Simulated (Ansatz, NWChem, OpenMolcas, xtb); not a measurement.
Ligand exchange: C2H6 + InH2(NH2) → CH5N + InH2(CH3)

Species: C2H6 (ethane) `CC`, singlet; InH2(NH2), singlet; CH5N `CN`, singlet; InH2(CH3), singlet. The partners trade CH3 for NH2: C–CH3 and In–NH2 bonds give way to C–NH2 and In–CH3.

Shapes, held fixed at every level: PBE0-D4/def2-TZVP. Programs: Ansatz 0.2.0, NWChem 7.3.0, OpenMolcas 26.06, xtb 6.7.1. A level may come from different programs for different species; with the same settings they agree closely. Electronic energies: no zero-point or thermal term.

Task: Estimate ΔE of this reaction.

Result: The highest level, CCSD(T)/def2-TZVPP, gives ΔE = +80.9 kJ/mol; the levels span +30.3 to +83.6. The column of differences is taken from that level and isn't an error. No measured value is set beside it here. For atoms past krypton def2 sets carry core potentials with scalar relativity. Correlated rows may include outer-core shells of In, which these sets cover unevenly.

| level | kind | ΔE (kJ/mol) | less CCSD(T)/def2-TZVPP |
| --- | --- | --- | --- |
| GFN0-xTB | semi-empirical | +30.3 | -50.6 |
| SPW92/def2-TZVPP | LDA | +82.6 | +1.7 |
| PBE0/def2-SVP | global hybrid | +74.4 | -6.5 |
| BHLYP-D4/def2-TZVPP | global hybrid | +80.5 | -0.4 |
| PBE0-D4/def2-TZVPP | global hybrid | +77.3 | -3.6 |
| wB97X-V/def2-TZVPP | range-separated hybrid | +80.4 | -0.5 |
| B2PLYP/def2-TZVPP | double hybrid | +83.6 | +2.7 |
| CCSD/def2-SVP | coupled cluster or CI | +81.4 | +0.5 |
| CCSD(T)/def2-TZVPP | coupled cluster or CI | +80.9 | 0.0 |

The exchange is clearly uphill at every level, so indium prefers to keep the amide and carbon the methyl group. The preference comes mainly from the metal side. In–N is much more polar than In–C, and the nitrogen lone pair can also donate weakly into the formally empty 5p orbital of three-coordinate indium, which methyl can match only by feeble hyperconjugation. Forming C–N in place of C–C offers little compensation, since carbon is far less electropositive than indium and the amine lone pair finds no low-lying acceptor orbital there.

GFN0-xTB keeps the sign but recovers less than half of the reference energy, probably because its non-self-consistent charges describe the polar In–N bond poorly. The other levels lie between +74.4 and +83.6 kJ/mol. The closeness of CCSD to CCSD(T) doesn't show that triples are negligible, because the basis changes too and the two effects may offset each other. Association of the indium amide through nitrogen bridges, common in such compounds, would probably make the exchange from the associated amide costlier still.
